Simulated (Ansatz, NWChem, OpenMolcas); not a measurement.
Computed against measured: atomisation enthalpy at 298 K

10 molecules holding an element from Na to Cl; the atomisation enthalpy at 298 K in kJ/mol, computed less measured. Shapes, held fixed at every level: PBE0-D4/def2-TZVP. Flexible molecules stand in one conformer, not always the lowest. Thermal terms are harmonic and unscaled (PBE0-D4/def2-TZVP); the spin-orbit lowering of the free atoms is taken from their spectra. Programs: Ansatz 0.2.0, NWChem 7.3.0, OpenMolcas 26.06. A level may come from different programs for different species; with the same settings they agree closely. Measured values: Active Thermochemical Tables, CRC Handbook of Chemistry and Physics, NIST-JANAF tables.

Levels: A = HF/3-21G; B = BHLYP-D4/def2-TZVPP; C = r2SCAN0-D4/def2-TZVPP; D = wB97X-V/def2-TZVPP; E = CCSD(T)/def2-TZVPP.

| molecule | from tabulated heats | A | B | C | D | E |
| --- | --- | --- | --- | --- | --- | --- |
| SF2 (sulfur difluoride) | 732 | -645 | -107 | -65 | +2 | -57 |
| BCl3 (boron trichloride) | 1337 | -538 | -60 | +7 | +7 | -47 |
| CHNS (SMILES N=C=S) | 1557 | -855 | -96 | -46 | +4 | -72 |
| S2F2 (Difluorodisulfane) | 1049 | -1081 | -158 | -77 | -11 | -106 |
| CH2Cl2 (dichloromethane) | 1490 | -618 | -70 | -22 | -1 | -52 |
| SiF4 (silicon tetrafluoride) | 2382 | -973 | -160 | -98 | -36 | -80 |
| SiH3(SiH3) | 2128 | -714 | +12 | +6 | +41 | -28 |
| C3H7Cl (1-chloropropane) | 3930 | -1151 | -94 | -29 | +1 | -93 |
| C4H6S (2,3-dihydrothiophene) | 4362 | -1442 | -131 | -32 | +13 | -114 |
| C4H10S (diethyl sulfide) | 5408 | -1629 | -125 | -39 | +7 | -131 |

(1) Sum up the errors.

## Answers

(1) 
```json
{"level": "HF/3-21G", "kind": "Hartree–Fock", "mean error": "-964.6", "mean absolute error": "964.6", "worst case": "C4H10S"}
{"level": "BHLYP-D4/def2-TZVPP", "kind": "global hybrid", "mean error": "-98.9", "mean absolute error": "101.3", "worst case": "SiF4"}
{"level": "r2SCAN0-D4/def2-TZVPP", "kind": "global hybrid", "mean error": "-39.5", "mean absolute error": "42.1", "worst case": "SiF4"}
{"level": "wB97X-V/def2-TZVPP", "kind": "range-separated hybrid", "mean error": "+2.7", "mean absolute error": "12.3", "worst case": "SiH3(SiH3)"}
{"level": "CCSD(T)/def2-TZVPP", "kind": "coupled cluster or CI", "mean error": "-78.0", "mean absolute error": "78.0", "worst case": "C4H10S"}
```

On this set wB97X-V/def2-TZVPP has the smallest mean absolute error and HF/3-21G the largest. HF/3-21G is too low in 10 of 10; BHLYP-D4/def2-TZVPP is too low in 9 of 10; r2SCAN0-D4/def2-TZVPP is too low in 8 of 10; CCSD(T)/def2-TZVPP is too low in 10 of 10. The heats of SF2 (sulfur difluoride), C3H7Cl (1-chloropropane) come from older tables and can be uncertain by 10 kJ/mol or more. Heats of the atoms come from ATcT where it has them, that of boron, 570 kJ/mol, from recent work. The levels differ in basis as well as in method. The tabulated values of S2F2, SiH3(SiH3) are in doubt (older tables, estimates, or at odds with other calculations) and kept here. Over the 8 molecules whose values aren't doubted the mean absolute errors are A 981.4; B 105.4; C 42.2; D 8.9; E 80.8. Where a negative error exceeds the measured value, the molecule comes out unbound. Hartree–Fock lacks correlation and underbinds. Correlated wave functions converge slowly with the basis. The set is small.

The coupled-cluster deficits mainly reflect how much correlation energy must be recovered on bond formation, so they tend to grow with the number of electron pairs, though not strictly: HNCS, with its multiple bonds, has a larger error than CH2Cl2. CCSD(T) near the basis-set limit normally describes such closed-shell molecules far better than this, so its place behind wB97X-V says little about the two methods' intrinsic accuracy.

Absolute errors also hide where bonding is hardest to describe. Hartree–Fock misses most by energy in diethyl sulfide, but in SF2 it loses 645 of 732 kJ/mol, nearly the whole binding. Bonds between atoms rich in lone pairs owe much of their strength to correlation.

SiF4 is underbound at every level, and even wB97X-V misses by -36 kJ/mol, against much smaller errors for the other molecules with undoubted reference values. This suggests a shared basis deficiency, probably too little flexibility in the tight d functions on silicon that polarise the strongly ionic Si–F bonds.
